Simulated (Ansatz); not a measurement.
## A series in volume scale on Rh

Results calculated with Ansatz 0.2.0, not measured. Free energy against uniform scaling of the volume at fixed shape and fractions; periodic cell, basis, potentials, k mesh and filling as listed.

The cell before it is scaled or strained (space group P6_3/mmc, No. 194):
```
cell vectors (Å)
   2.7310     0.0000     0.0000
  -1.3655     2.3651     0.0000
   0.0000     0.0000     4.4285
atoms (fractions of the cell vectors)
Rh  0.66667  0.33333  0.75000
Rh  0.33333  0.66667  0.25000
```

Settings of every row: functional r2SCAN; dispersion none; potentials PAW; wave cutoff 600 eV; density cutoff 2400 eV; k mesh 12x12x7; k shift 0x0x0; occupations cold; smearing width 0.1 eV; spin none.

Limits: coarse k mesh, up to 40 meV an atom off; the cell comes from a prototype or a list of computed structures and needn't be the stable phase.

| row | volume scale | V (Å³/atom) | energy above lowest point (meV/atom) |
| --- | --- | --- | --- |
| 1 | 0.88 | 12.586 | 105.3 |
| 2 | 0.92 | 13.158 | 25.3 |
| 3 | 0.96 | 13.73 | 0 |
| 4 | 1 | 14.302 | 17 |
| 5 | 1.04 | 14.874 | 66.8 |
| 6 | 1.08 | 15.446 | 141.7 |
| 7 | 1.12 | 16.018 | ? |

Question: what energy above lowest point should row 7 give?

Worked fit of energy above lowest point. Take u = (V_r/V)^(2/3) − 1 with V_r = 14.016 Å³ an atom, which is twice the finite (Eulerian) strain; such expansions in the strain, on which the Birch-Murnaghan equation of state is built, carry the rest volume and the bulk modulus. The shown rows have u = 0.07438, 0.04301, 0.01384, -0.01338, -0.03884, -0.06271. Least squares give energy above lowest point = 3.88 − 640.3 × u + 25801 × u² + 15332 × u³ meV/atom; a parabola predicts inner rows, each left out in turn, worse (root mean square 1.6 against 0.044 meV/atom). All shown rows lie on it to the printed digit. Its lowest point lies at u = 0.0123, or V = 13.76 Å³ an atom, and the curvature there gives the bulk modulus at fixed shape and fractions, B = (4/9)(1 + u)² E″(u)/V = 280 GPa. Letting shape and atoms relax would as a rule lower it, by much in layered, chain or molecular crystals. The withheld row has u = -0.08516, so the fit gives 3.88 − 640.3 × (-0.08516) + 25801 × (-0.08516)² + 15332 × (-0.08516)³ = 236.1 meV/atom.

The calculation gave 235.8 meV/atom. The fit lies 0.3 meV/atom (0.13 % of the column's range) above it; its largest miss of a shown row is 0.0 meV/atom. This row lies beyond the range of the fit.
